Q: The table starts with a gap of 4.148 eV. Is that the gap of cubic GaN?

Zincblende GaN (2-atom cell) at several volumes, calculated with Ansatz 0.2.0 using HSE06, PAW and plane waves (cutoff 420 eV, 6×6×6 k mesh), without spin polarisation or spin-orbit coupling. The geometries come from r2SCAN, with hydrostatic strain to change the volume. Gaps are the smallest found over the k mesh and the named high-symmetry points.

```
volume (Å³/atom)  shortest distance (Å)  band gap (eV)  least direct gap (eV)
           9.725                  1.849          4.148                  4.148
           9.789                  1.853          4.102                  4.102
           9.973                  1.864          3.968                  3.968
          10.064                  1.870          3.903                  3.903
          10.381                  1.889          3.676                  3.676
          11.037                  1.928          3.227                  3.227
          11.091                  1.931          3.191                  3.191
          11.375                  1.948          3.005                  3.005
          11.719                  1.967          2.784                  2.784
          12.071                  1.987          2.565                  2.565
          12.430                  2.006          2.351                  2.351
          13.410                  2.057          1.792                  1.792
```

A: It is the gap of cubic GaN under about 43 GPa. The calculated pressure is almost zero in the row with a volume of 11.375 Å³ per atom, and there the gap is 3.005 eV. Smaller cells are squeezed evenly from all sides, larger ones are stretched. The gap widens with every step to a smaller volume: squeezing adds 1.14 eV at most, and stretching takes away up to 1.21 eV.

Q: Why should shorter bonds widen a gap?

A: Look at the states on either side of it. Where two atomic orbitals overlap, they form a bonding level and an antibonding level, and a stronger overlap drives the two apart. In GaN the top of the valence band is a bonding combination of p orbitals, mostly on nitrogen. The bottom of the conduction band is an antibonding combination of s orbitals on gallium and nitrogen. The gap thus runs from the lower member of a p pair to the upper member of an s pair, and shorter bonds open both pairs.

The calculated levels show this opening. Between the volumes 12.071 and 9.973 Å³ per atom, the s pair opens from 19.55 to 22.70 eV and the p pair from 11.55 to 12.89 eV. If the midpoints of the two pairs kept their distance, half of each opening would go into the gap:

(22.70 − 19.55)/2 + (12.89 − 11.55)/2 ≈ 2.2 eV

The gap really grows by 1.40 eV. The midpoints therefore shift against each other and take back about 0.8 eV, for which this picture gives no reason. The picture accounts for the direction of the trend, because the opening outweighs this shift, but on its own it makes the gap grow too much.

Q: Does the whole conduction band move up, then?

A: Measured from the valence top it does, but very unevenly. Between the same two cells, the lowest conduction level at the zone centre Γ rises by 1.40 eV above the valence top, while that at the zone-boundary point X rises by only 0.13 eV. A likely reason for the difference is how the wave's phase changes from atom to atom. At Γ the s orbitals of all four neighbours act together on the atom between them. At X two of them act against the other two, and the s–s coupling between neighbours cancels.

Counting phases is still not a complete theory. At the point L three neighbours act against one, which leaves half the coupling found at Γ, yet the level there rises by 1.47 eV. Other couplings, such as that between s and p orbitals, probably matter too, and the levels alone do not separate them. What is certain is that X falls behind: its lead over Γ shrinks from 1.84 to 0.57 eV. The smallest gap nevertheless remains direct in every row.

Q: Can I estimate the gap at another volume without a new calculation?

A: Yes, within the range of the table, if you think in relative changes of volume. For a small change, the gap shifts in proportion to the fraction by which the volume changes. If the factor of proportion stays the same throughout, many such small steps add up to a logarithm:

gap(V) ≈ gap(V₀) + a ln(V/V₀)

Here V is the volume per atom, V₀ is its value in the cell at rest, and a is the volume deformation potential of the gap. I take a from just two rows, those with edges 1 % shorter and 1 % longer than at rest:

a = (2.784 − 3.227)/ln(11.719/11.037) ≈ −7.39 eV

Now try the most compressed cell, which played no part in finding a:

gap ≈ 3.005 − 7.39 × ln(9.725/11.375) ≈ 4.16 eV

The full calculation gives 4.148 eV. The miss of 0.015 eV is the largest in the whole series, as the printed output below confirms. The success shows that the gap responds almost evenly to relative volume; it does not prove the bonding picture.

Q: In a press I set the pressure, not the volume. Does each additional GPa then add the same amount to the gap?

A: It adds less and less. Around the cell at rest one GPa widens the gap by 37 meV, but between the two volumes 10.381 and 9.725 Å³ per atom by only 22 meV. Two quantities could be responsible, because

gap gained per GPa = −a / stiffness

where the stiffness is the pressure needed per relative loss of volume. Between the same two ranges, a changes only from −7.39 to −7.23 eV, whereas the stiffness rises from 199 to 326 GPa. The electrons respond to a given squeeze almost as before, but the crystal has become much harder to squeeze.

These pressures were computed with a loose stress setting, so they deserve a test. Over the compressed range the total energies give a mean pressure of 32.1 GPa, against 32.6 GPa for the average of the two end values. This shows no large error in the mean pressure. The stiffness can be tested too: if the range is split at the volume 10.064, the energies and the computed pressures give nearly the same fall in mean pressure from the denser part to the other. A real sample poses a different problem: as a rough recollection, GaN changes to the rocksalt structure at some 40 to 50 GPa, so the two smallest cells may not be reachable as cubic zincblende.

Q: I grow cubic GaN films for light emitters. Can I use your formula for a film strained by its substrate?

A: For one part of the shift, yes. Work out the relative change of volume and multiply it by a; a loss of 0.1 % in volume widens the gap by about 7 meV. Do not use the in-plane strain as if all three edges had changed alike. A film stretched in its plane usually becomes thinner, so its volume grows less than that.

The film is also distorted in shape, and this splits the three valence levels that coincide at the top in the cubic crystal when spin-orbit coupling is left out, as it is here. If the splitting is large compared with the thermal energy, the holes collect in the highest level, and the light comes mainly from electrons that fall into it. With a smaller splitting the other levels take part too. The formula gives the shift of the gap measured from the average of the three levels, so the emission energy needs the splitting as well. All cells in the table keep their cubic shape, and the splitting cannot be read from them.

Q: Which digits of the gap may I quote?

A: For a shift between two rows, hundredths of an electronvolt are reasonable as a result of this method, because all rows share its settings and the values run smoothly. Another functional may give a somewhat different shift, so the real one is known less well. For the gap itself, even the first decimal is uncertain. Near rest, a bond shorter by 0.01 Å already widens the gap by 0.11 eV, so a small error in the structure spoils the second decimal.

The choice of functional matters still more. The measured gap is, as a rough recollection, 3.2 to 3.3 eV, so the 3.0 eV found here is too small. The atoms are also held still in the calculation, while in a real crystal their zero-point motion narrows the gap; including it would increase the shortfall. A larger share of exact exchange would widen the gap, but one agreement reached in that way would not show that the shifts had improved too.

Output of the analysis:

```
Gap gained from the rest cell to the most compressed cell, eV: 1.143
Gap lost from the rest cell to the most stretched cell, eV: 1.213
Gap gained when the edges shrink by 1 percent, eV: 0.222
Gap lost when the edges grow by 1 percent, eV: 0.221
Rise of the lowest conduction level at Gamma above the valence top, volume 12.071 to 9.973, eV: 1.403
Rise of the lowest conduction level at X above the valence top, same two cells, eV: 0.1334
Rise of the lowest conduction level at L above the valence top, same two cells, eV: 1.467
Lowest conduction level at X above the valence top, volume 12.071, eV: 4.405
Lowest conduction level at X above the valence top, volume 9.973, eV: 4.539
Lowest conduction level at L above the valence top, volume 12.071, eV: 5.666
Lowest conduction level at L above the valence top, volume 9.973, eV: 7.133
Conduction level at X above that at Gamma, volume 12.071, eV: 1.84
Conduction level at X above that at Gamma, volume 9.973, eV: 0.5707
Splitting of the s singlet pair at Gamma, volume 12.071, eV: 19.55
Splitting of the s singlet pair at Gamma, volume 9.973, eV: 22.7
Splitting of the p triplet pair at Gamma, volume 12.071, eV: 11.55
Splitting of the p triplet pair at Gamma, volume 9.973, eV: 12.89
Depth of the Ga 3d triplet below the valence top, volume 12.071, eV: 15.7
Depth of the Ga 3d triplet below the valence top, volume 9.973, eV: 15.81
Gap slope in ln V from the two cells at 1 percent edge strain, eV: -7.388
Gap slope in ln V between volumes 9.725 and 10.381, eV: -7.231
Gap of the most compressed cell estimated from the slope near rest, eV: 4.163
Gap of the most stretched cell estimated from the slope near rest, eV: 1.789
Largest miss of this estimate over all rows, eV: 0.01491
Gap shift for a bond shorter by 0.01 angstrom near rest, eV: 0.1138
Gap gained per GPa around rest (volumes 11.037 to 11.719), meV: 37.09
Gap gained per GPa under compression (volumes 9.725 to 10.381), meV: 22.17
Stiffness (pressure rise per relative volume loss) around rest, GPa: 199.2
Stiffness under compression (volumes 9.725 to 10.381), GPa: 326.1
Mean pressure between volumes 9.725 and 10.381 from total energies, GPa: 32.13
Mean of the two computed pressures at the same ends, GPa: 32.62
```
